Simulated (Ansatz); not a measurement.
Ligand exchange: Ge2Si2H10 + C2H8O3Si2 → Ge2Si3H12 + C2H6O3Si

Gas-phase species: Ge2Si2H10 `[SiH3][GeH2][SiH2][GeH3]`, singlet; C2H8O3Si2 `C=C[Si](O)(O)O[SiH3]`, singlet; Ge2Si3H12 `[SiH3][SiH2][GeH2][SiH2][GeH3]`, singlet; C2H6O3Si `C=C[Si](O)(O)O`, singlet. The partners trade H for SiH3: Si–H and O–SiH3 bonds give way to Si–SiH3 and O–H.

Shapes, held fixed at every level: PBE0-D4/def2-TZVP. Flexible molecules stand in one conformer, not always the lowest. Programs: Ansatz 0.2.0. Electronic energies: no zero-point or thermal term.

**Question.** Estimate ΔE of this reaction.

**Answer.** MP2/def2-TZVPP gives ΔE = +98.5 kJ/mol; the levels span +67.9 to +127.2. The median of the levels is +95.7. No measured value is set beside it here. Relativity is left out for Ge. Outer-core shells of Ge are correlated, in sets that cover them unevenly.

| level | kind | ΔE (kJ/mol) |
| --- | --- | --- |
| HF/def2-TZVPP | Hartree–Fock | +127.2 |
| PBE-D4/def2-TZVPP | GGA | +67.9 |
| r2SCAN-D4/def2-TZVPP | meta-GGA | +87.6 |
| B3LYP-D4/def2-TZVPP | global hybrid | +95.7 |
| wB97X-V/def2-TZVPP | range-separated hybrid | +92.8 |
| B2PLYP/def2-TZVPP | double hybrid | +101.0 |
| MP2/def2-TZVPP | perturbation theory | +98.5 |

Every level makes the exchange clearly endothermic, so the sign is secure even though the magnitude depends on the method. The reaction gives up a strong, polar Si–O bond and an Si–H bond for a strong O–H bond and a comparatively weak, nearly nonpolar Si–Si bond. The new O–H bond cannot make up for both losses. Germanium keeps the same bonded neighbours throughout, so it is largely a spectator and errors tied to it should mostly cancel.

Hartree–Fock lies highest at +127.2 kJ/mol and MP2 well below it at +98.5, which shows that correlation favours the products, probably through the Si–Si bond and the additional contacts in the longer, polarisable chain. PBE-D4 gives the smallest cost, +67.9, while the remaining functionals lie much closer to MP2; this agreement supports a moderately large reaction energy but not a precise value. In the reverse direction, silanol cleavage of the Si–Si bond to form a siloxane linkage and Si–H is downhill in electronic energy, though nothing here indicates how fast it would be.
